An elastic constant is the stress that a crystal sets up per unit of a small, chosen strain. Stretch a cubic crystal along one cube edge while its sides are held: $C_{11}$ gives the stress along the stretched edge, and $C_{12}$ the stress that appears along the two held edges. $C_{44}$ gives the shear stress per change of the angle between two edges, and the bulk modulus $B$ the pressure per relative loss of volume. Here they were computed for silicon carbide by density functional theory with a meta-GGA functional. The cell was relaxed first and then strained slightly, with the atoms free to settle inside the strained cell.

Elastic constants of cubic SiC (space group F-43m), computed with GPAW 26.7.0 using the MS2 functional, PAW data sets (gpaw-data 1.2.1), a plane-wave cutoff of 800 eV and a 7 × 7 × 7 k-point mesh, without spin polarisation. The cell was relaxed first, then strained by 0.01; the computed constants include the relaxation of the atoms within the strained cell.

```
row  computed constant (GPa)           what it is  measured constant (GPa)                       label in the paper, method, sample              source
  1                      139                  C12                      n/a                                                      n/a                 n/a
  2                      n/a                  n/a                      142             C12; quoted earlier experiment; bulk crystal  pmc:9505936 (2022)
  3                      n/a                  n/a                      225  bulk modulus B; quoted earlier experiment; bulk crystal  pmc:9505936 (2022)
  4                    229.7  bulk modulus (Hill)                      n/a                                                      n/a                 n/a
  5                      253                  C44                      n/a                                                      n/a                 n/a
  6                      n/a                  n/a                      256             C44; quoted earlier experiment; bulk crystal  pmc:9505936 (2022)
  7                      n/a                  n/a                      380             C11; quoted earlier experiment; bulk crystal  pmc:9505936 (2022)
  8                      411                  C11                      n/a                                                      n/a                 n/a
```

Computed and measured constants come in the same order: $C_{12}$ is lowest, then $B$, then $C_{44}$, and $C_{11}$ is highest. Three of the four pairs agree to within 5 GPa, but the computed $C_{11}$ lies 31 GPa above the measured one, an excess of 8%. Separating two things that a stretch does to a crystal, a change of volume and a change of shape, explains part of this order and shows where the disagreement in $C_{11}$ lies.

Take a stretch by a small fraction $e$ along one edge, with the sides held. It is the sum of a uniform expansion by $e/3$ in every direction and a change of shape at constant volume, which adds $2e/3$ along the edge and takes away $e/3$ from each side. The expansion calls up the same tension, $Be$, in all directions. The change of shape is resisted by a stiffness of its own, $C'=(C_{11}-C_{12})/2$, which adds tension along the edge and removes some at the sides. Adding the two parts gives

$$C_{11}=B+\tfrac{4}{3}C',\qquad C_{12}=B-\tfrac{2}{3}C'.$$

For the computed crystal $C'$ is $(411-139)/2=136$ GPa. The change of shape therefore lifts $C_{11}$ by 181 GPa above the bulk modulus and pulls $C_{12}$ down by 91 GPa below it. These relations hold for every cubic crystal, so $C_{12}<B<C_{11}$ is the order wherever the crystal resists this change of shape. What is special to silicon carbide is how wide the two are spread, and that depends on its bonds.

Each atom has four neighbours, and the bonds point along the body diagonals of the cube, equally inclined to all three edges. A stretch along one edge with a matching contraction of the others therefore leaves the bond lengths unchanged to first order and alters the angles between bonds, and with them the distances to more distant neighbours, so that forces between those neighbours can resist it too. A square frame of four rods hinged at the corners behaves in the same way: pulled along one diagonal, it grows long and narrow while every rod keeps its length. If the hinges turn freely the frame gives way, and if they are stiff it resists. The frame illustrates $C'$ only, since it is flat and has nothing that corresponds to the movement of atoms inside a strained cell.

The shear measured by $C_{44}$ acts on the bonds differently. It lengthens two of the four bonds at each atom and shortens the other two, so that bond stretching resists as well as bond bending. The silicon and carbon sublattices can relieve part of the strain by shifting against each other. In the same calculation $C_{44}$ is 280 GPa when the atoms must follow the strain exactly, and 253 GPa when they may settle. Even after this relief it remains nearly twice as large as $C'$.

How much of this stiffness could come from forces that depend only on the distance between two atoms? Suppose that the energy is a sum of such pair terms and that the crystal starts free of stress. When the atoms follow the strain exactly, a pair separated by $(x,y,z)$ contributes to $C_{12}$ in proportion to $x^2y^2$. It contributes the same amount to the shear constant for the $x$ and $y$ edges, which in a cubic crystal equals $C_{44}$. The two constants must then be equal, whatever the range or strength of the forces.

This gives an estimate with no adjustable constant, whose only input is the computed $C_{12}$. It predicts 139 GPa for $C_{44}$ with the atoms held to the strain, whereas the calculation gives 280 GPa, twice as much. Letting the atoms settle does not rescue the model, because settling can only lower its prediction. The failure shows that pair forces of any kind are not enough. A chemical explanation that fits this failure is that the bonds are directional: the electrons shared between silicon and carbon favour tetrahedral angles, and bending a bond away from them costs energy.

The stiffness of the bond angles also matters for the size of $C_{44}$. With freely hinged nearest-neighbour springs, the shift of the sublattices would undo the stretching completely, and the crystal would offer no resistance to this shear. Stiff bond angles oppose the shift, so that part of the resistance survives. This explains why $C_{44}$ does not collapse, but not its size. Springs for stretching and bending alone, tuned to the computed $B$ and $C'$, are expected to give away much more than the 27 GPa lost on settling here and to leave $C_{44}$ below $B$. That it ends about a tenth above $B$ is a result of the calculation which this picture misses: something beyond independent stretching and bending of the nearest bonds limits the settling, and the table does not show what. In a related crystal with the same structure but softer angles, $C_{44}$ should move down towards $B$ and eventually below it, while $C_{11}$ and $C_{12}$ draw closer together.

The same separation shows where the disagreement in $C_{11}$ lies. The measured $C_{11}$ and $C_{12}$ correspond to a $C'$ of 119 GPa, so the computed resistance to this change of shape is 14% higher than the measured one. Of the 31 GPa by which $C_{11}$ is too high, 23 GPa come from this excess and only 8 GPa from the bulk modulus, taken here as the one that follows from the measured $C_{11}$ and $C_{12}$. The calculation and the measurements thus differ mainly over how hard it is to stretch the crystal along an edge at constant volume, and much less over how hard it is to compress. The other change of shape, the shear measured by $C_{44}$, agrees to within 3 GPa.

This also changes how the good agreement in $C_{12}$ should be read. The two excesses add up in $C_{11}$, but they enter $C_{12}$ with opposite signs: 8 GPa upwards from the bulk modulus and 11 GPa downwards from the change of shape. What is left is a difference of $-3$ GPa. A close match in $C_{12}$ is therefore no proof that both stiffnesses behind it are right, and it should be judged together with $C_{11}$.

The measured values need a check of their own, because they do not fit together. For a cubic crystal $B=(C_{11}+2C_{12})/3$, and the measured constants then give 221 GPa, while the bulk modulus quoted beside them is 225 GPa. If that bulk modulus and $C_{12}$ are taken as correct, $C_{11}$ must be $3\times225-2\times142=391$ GPa. The values are quoted from earlier experiments and were read out of the citing paper by a program, which may get a few values in a hundred wrong. The mismatch may therefore be a reading error, or ordinary scatter if the values come from separate experiments, since any error in $B$ is tripled when it is carried into $C_{11}$. The table cannot decide which value is off.

With the implied $C_{11}$, the excess of the calculation shrinks from 31 to 20 GPa. About a third of the discrepancy may thus belong to the reference and not to the calculation. The pattern stays the same, however: 15 of the remaining 20 GPa still come from the change of shape, and the two excesses still enter $C_{12}$ with opposite signs. In $C_{12}$ they are now only 5 and 8 GPa, and since no convergence test is shown for the calculation, differences this small should not be given much meaning. The output after this text gives the separation for both choices.

The cause of the remaining excess is open. The measured crystal contains thermal and zero-point motion, which usually soften a lattice, whereas the computed one is static; this may account for part of it. The functional may also make the bond angles somewhat too stiff. Both are conjectures. Either would be expected to make the computed $C_{44}$ too high as well, which it is not; but the spring picture fixes $C_{44}$ poorly and the measured set is not consistent, so the table neither supports nor excludes them. Incomplete convergence in mesh, cutoff or size of strain is not excluded either, nor is an effect of the PAW data sets if, as is usual for meta-GGAs, they were generated with another functional, and a calculation with a single functional and a single setting cannot tell these possibilities apart.

For someone who feeds these constants into a stress model, the practical point is that the error is not a common factor. Dividing all the computed values by 1.08 would bring $C_{11}$ into line with its measured partner, but it would lower $C_{44}$ from 253 to about 234 GPa, well below the measured 256 GPa. $C_{12}$ and $B$ would also end up further from their measured values than before. A correction, if one is wanted, belongs mainly to $C'$ and not to $C_{44}$, and the measured $C_{11}$ should be traced to its original experiment first.

Numerical output:

```
computed tetragonal shear constant (C11-C12)/2 in GPa: 136
shear part that lifts computed C11 above B in GPa: 181.3
shear part that lowers computed C12 below B in GPa: 90.67
ratio of computed C44 to tetragonal shear constant: 1.86
softening of C44 by internal relaxation in GPa: 27.14
softening of C44 by internal relaxation in percent: 9.688
ratio of fixed-atom C44 to C12 (pair forces require 1): 2.015
C11 computed less measured in GPa: 31
C11 computed less measured in percent: 8.158
C12 computed less measured in GPa: -3
C44 computed less measured in GPa: -3
B computed less quoted in GPa: 4.7
B that follows from measured C11 and C12 in GPa: 221.3
C11 that follows from quoted B and C12 in GPa: 391
measured tetragonal shear constant with quoted C11 in GPa: 119
measured tetragonal shear constant with implied C11 in GPa: 124.5
excess of tetragonal shear constant with quoted C11 in percent: 14.29
excess of tetragonal shear constant with implied C11 in percent: 9.237
B excess in both C11 and C12 with quoted C11 in GPa: 8.367
shear excess in C11 with quoted C11 in GPa: 22.67
shear excess in C12 with quoted C11 in GPa: -11.33
C11 computed less implied C11 in GPa: 20
shear excess in C11 with implied C11 in GPa: 15.33
shear excess in C12 with implied C11 in GPa: -7.667
```
